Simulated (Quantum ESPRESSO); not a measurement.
# Lattice constant of the random alloy Si0.25Ge0.75 in Quantum ESPRESSO: LDA, PBEsol, PBE and PBE+D3(BJ), with checks on cutoff and k-mesh

Silicon and germanium each form four covalent bonds in the diamond structure and share its sites freely, Ge–Ge bonds being slightly longer than Si–Si bonds. In Si0.25Ge0.75 the lattice constant sets the misfit to a substrate, and so the strain in a grown layer. A computed error of one per cent matters here, since silicon and germanium themselves differ by only about 4 % (rough). We ask how far the mean lattice constant a of one 16-atom arrangement moves with the functional, the plane-wave cutoff and the k-mesh. Unless another reference is named, shifts are measured against PBE at 40/200 Ry with the 3×3×2 mesh. The table has no measured row, so it ranks the levels by length and not by accuracy.

## Method

The cell: 1x1x2 conventional cells of the Ge type (16 atoms: 4 Si, 12 Ge); Ge/Si share their sites, the best of 600 random draws by like-pair counts in two shells; start lattice by linear mixing of the end members' cells; atoms moved at random by 0.02 Å. In each row cell and atoms were relaxed at the level named, from that start or from the relaxed cell that the row names. Program: Quantum ESPRESSO 7.5; GBRV 1.5 ultrasoft pseudopotentials; no spin polarisation, no spin-orbit coupling unless named. The same in all rows: atoms in the cell: 16.0000; composition of the cell: SiGe3.

Notes on method and selection:

- A finite supercell with one arrangement stands for the random alloy; its composition is met exactly by 4 Si and 12 Ge atoms.
- The lattice is static: no zero-point motion and no thermal expansion, which in most solids lengthen room-temperature lattice constants by a few tenths of a per cent.
- Left out: PBE, 16-atom cell, GBRV ultrasoft potentials, cutoffs 24/120 Ry, k-mesh 3x3x2, cell and atoms relaxed from the pbe geometry (it kept a pressure over 0.5 GPa).
- Runs that didn't converge or were made unsound on purpose aren't shown.
- Rows that restart from another level's relaxed cell stop once the stress is under the tolerance, so small changes are hidden.
- Runs that did not converge, have known faults or may not be shown are not listed, and runs on Ansatz's PAW sets soft_1 and soft_2 are kept to separate tables.

Columns:

- residual pressure (GPa): pressure left in the cell.
- k-mesh: k-point mesh.
- a (Å): lattice constant a of the mean conventional cell.

## Table of results

```
member                                                                                        residual pressure (GPa)  k-mesh  a (Å)
PBE, GBRV ultrasoft potentials, cutoffs 52/260 Ry, from the PBE cell, 16 atoms, 3×3×2         0.00                     3×3×2   5.6757
PBE, GBRV ultrasoft potentials, cutoffs 40/200 Ry, from the PBE cell, 16 atoms, 2×2×1         0.08                     2×2×1   5.6648
LDA, GBRV ultrasoft potentials, cutoffs 40/200 Ry, 16 atoms, 3×3×2                            0.02                     3×3×2   5.5583
PBE, GBRV ultrasoft potentials, cutoffs 40/200 Ry, 16 atoms, 3×3×2                            0.03                     3×3×2   5.6757
PBEsol, GBRV ultrasoft potentials, cutoffs 40/200 Ry, 16 atoms, 3×3×2                         −0.01                    3×3×2   5.6057
PBE+D3(BJ), GBRV ultrasoft potentials, cutoffs 40/200 Ry, from the PBE cell, 16 atoms, 3×3×2  0.02                     3×3×2   ?
```

Cells marked ? are withheld until the estimate has been made.

## Why the values move as they do

The functional moves a most. At 40/200 Ry and 3×3×2, LDA gives 5.5583 Å, PBEsol 5.6057 Å and PBE 5.6757 Å. From LDA to PBE the cell lengthens by 5.6757 − 5.5583 = 0.1174 Å, or 0.1174 / 5.5583 = 2.1 %. PBEsol covers (5.6057 − 5.5583) / 0.1174 = 0.40 of that distance.

The order follows from how each functional treats density gradients. LDA has no gradient term and usually binds solids too tightly. The gradient correction in PBE lowers the energy of uneven densities relative to smooth ones. Stretching the bonds makes the density between the atoms more uneven, so the correction pushes the lattice outwards. PBEsol uses a weaker gradient term in exchange, chosen for slowly varying densities, and therefore lies between the two.

Between 40/200 and 52/260 Ry the cutoff matters little. PBE at 52/260 Ry gives the same 5.6757 Å as at 40/200 Ry. That run started from a relaxed PBE cell and could stop early, so the equality alone is weak evidence. The residual pressures are more telling: they differ by only 0.03 GPa, which for a bulk modulus of roughly 65 GPa corresponds to 5.6757 × 0.03 / (3 × 65) = 0.0009 Å.

The 2×2×1 mesh shortens a by 5.6757 − 5.6648 = 0.0109 Å, and this figure understates the fault. The cell grew along its two short axes and shrank along the long one, and the two changes partly cancel in the mean. Because the cell is doubled along the long axis, this mesh has nearly the same k-point spacing in all three directions, so uneven spacing is not the obvious cause. Too few k-points overall, a mesh offset that differs between the axes, or a faulty relaxation path could each be to blame; the optimiser warned that its curvature condition had failed. We would not use this row for strain. Nor does the table hold a mesh finer than 3×3×2, so it shows that 2×2×1 is doubtful but not that 3×3×2 is converged.

## Blind estimate

Plain estimates from the members shown:

- PBE+D3(BJ), GBRV ultrasoft potentials, cutoffs 40/200 Ry, from the PBE cell, 16 atoms, 3×3×2, mean of the 5 members shown: 5.6360 Å, standard deviation 0.047

The mean of the five members, 5.6360 Å, mixes three functionals and a distorted cell. We start instead from PBE at the same cutoff and mesh, 5.6757 Å, and add the inward pressure of the D3(BJ) pair attraction:

$$P=\frac{1}{6V}\sum_j\left[\frac{6C_6r_j^6}{(r_j^6+f^6)^2}+\frac{8s_8C_8r_j^8}{(r_j^8+f^8)^2}\right]$$

The sum runs over the neighbours of one atom in the diamond lattice, and $V$ = 5.6757³ / 8 = 22.85 Å³ per atom. Rough inputs, in atomic units, are $C_6$ ≈ 150, $C_8$ ≈ 11000, $s_8$ ≈ 0.79 and damping length $f$ ≈ 8.1. The two terms give about 1.2 and 0.9 GPa, together 2.1 GPa. This is far above the residual pressures in the table, so the restart from the PBE cell should not hide the contraction.

We hold this pressure at its value in the PBE cell, although it changes somewhat as the cell shrinks. With a bulk modulus of roughly 65 GPa that rises by about 4.5 GPa per GPa of pressure, the Murnaghan relation gives

5.6757 × (1 + 4.5 × 2.1 / 65)^(−1/(3 × 4.5)) = 5.619 Å,

a contraction of 5.6757 − 5.619 = 0.057 Å. No shown row contains dispersion, so the route cannot be tried on one. We allow a quarter of the shift for the rough coefficients and stiffness, 0.057 / 4 = 0.014 Å, rounded up to 0.015 Å.

**Committed estimate, PBE+D3(BJ), GBRV ultrasoft potentials, cutoffs 40/200 Ry, from the PBE cell, 16 atoms, 3×3×2: a = 5.619 ± 0.015 Å.**

## How the estimate fared

```
member                                                                                        residual pressure (GPa)  k-mesh  a (Å)
PBE+D3(BJ), GBRV ultrasoft potentials, cutoffs 40/200 Ry, from the PBE cell, 16 atoms, 3×3×2  0.02                     3×3×2   5.6186
```

```
member                                                                                        estimate   a (Å)   computed  estimate − computed  miss in error bars
PBE+D3(BJ), GBRV ultrasoft potentials, cutoffs 40/200 Ry, from the PBE cell, 16 atoms, 3×3×2  committed  5.6190  5.6186    +0.0004              0.0
PBE+D3(BJ), GBRV ultrasoft potentials, cutoffs 40/200 Ry, from the PBE cell, 16 atoms, 3×3×2  mean       5.6360  5.6186    +0.0174
```

The estimate of 5.619 Å lies 0.0004 Å above the computed 5.6186 Å, well inside its error bar of 0.015 Å. The mean of the five other members misses by 0.0174 Å. Agreement this close is better than the rough inputs justify, so errors in the dispersion coefficients and the stiffness may partly have cancelled. The residual pressure of 0.02 GPa alone is worth about 5.6186 × 0.02 / (3 × 65) = 0.0006 Å, more than the miss.

Adding D3(BJ) to PBE shortens a by 5.6757 − 5.6186 = 0.0571 Å, or 1.0 %. The sign and size fit a pair attraction that presses on the lattice with about 2 GPa. The expectation that the restart from the PBE cell would not hide the contraction also held. The result tests only the product of pressure and compressibility; it says nothing on how the pressure divides between the $C_6$ and $C_8$ terms.

## Residuals

The mean of all six members is (5 × 5.6360 + 5.6186) / 6 = 5.6331 Å. LDA lies farthest from it, 5.6331 − 5.5583 = 0.0748 Å below. This fits the usual overbinding of LDA and is no sign of a faulty run.

The suspect row is PBE on the 2×2×1 mesh, although its mean lattice constant looks harmless. Its residual pressure of 0.08 GPa is the largest in the table, and its positive sign means that the cell would still expand. Releasing it would lengthen a by roughly 5.6648 × 0.08 / (3 × 65) = 0.002 Å, about a fifth of the 0.0109 Å by which this row falls short of PBE on the finer mesh. Most of the shortfall, and the tetragonal distortion with it, we put down to the coarse mesh. Before the estimate we also left a faulty relaxation path open as a cause, and that does not hold: the run converged to this shape and ended with small forces on the atoms. The failed curvature condition concerns a step on the way, not the end point. Whether the small number of k-points or their offset is to blame remains open.

We were also wrong to treat distortion as a matter of this row alone. All the cells on the 3×3×2 mesh are slightly tetragonal in the same sense, each short axis being longer than half the long one. The effect is much weaker than on the 2×2×1 mesh, yet the two lengths still differ by more than the 0.0109 Å discussed above. The single arrangement of Si and Ge may cause this, and so may the mesh, whose k-point spacing is about 2 × 2 / 3 = 1.3 times as wide along the short axes as along the long one. These rows cannot separate the two.

One setting is missing from the method section: all rows use Fermi–Dirac smearing of the occupations. Its effect on a is not tested here.

## Summary

For this arrangement a rises in the order LDA, PBEsol, PBE+D3(BJ), PBE, over a range of 0.1174 Å. The dispersion estimate worked here once; its accuracy for other compositions is untested.

For misfit strain, film and substrate must be computed at the same level. Setting a PBE film against a PBEsol substrate of the same alloy would create a false misfit of (5.6757 − 5.6057) / 5.6057 = 1.2 %, nearly a third of the whole difference between silicon and germanium. We would start from PBEsol on the 3×3×2 mesh, since PBE generally makes such semiconductors too long and PBEsol usually comes closer to measurement.

The mean a hides the slightly tetragonal shape of the cells. A random alloy is cubic on average, so no single axis of these cells should be used as its in-plane length. A 4×4×2 mesh, finer and nearly even in spacing, would test both the mean and the shape, and other arrangements of the atoms would show how far the shape depends on the one chosen.

Zero-point motion and thermal expansion, both left out here, would together lengthen a by a few tenths of a per cent, roughly 0.01 to 0.02 Å. That is well below the spread between functionals.

[Logs are printed without paths, hosts, clocks, repeated set-up lines and the standing remarks that a program may print on its own settings, such as how far it seeks lower states.]
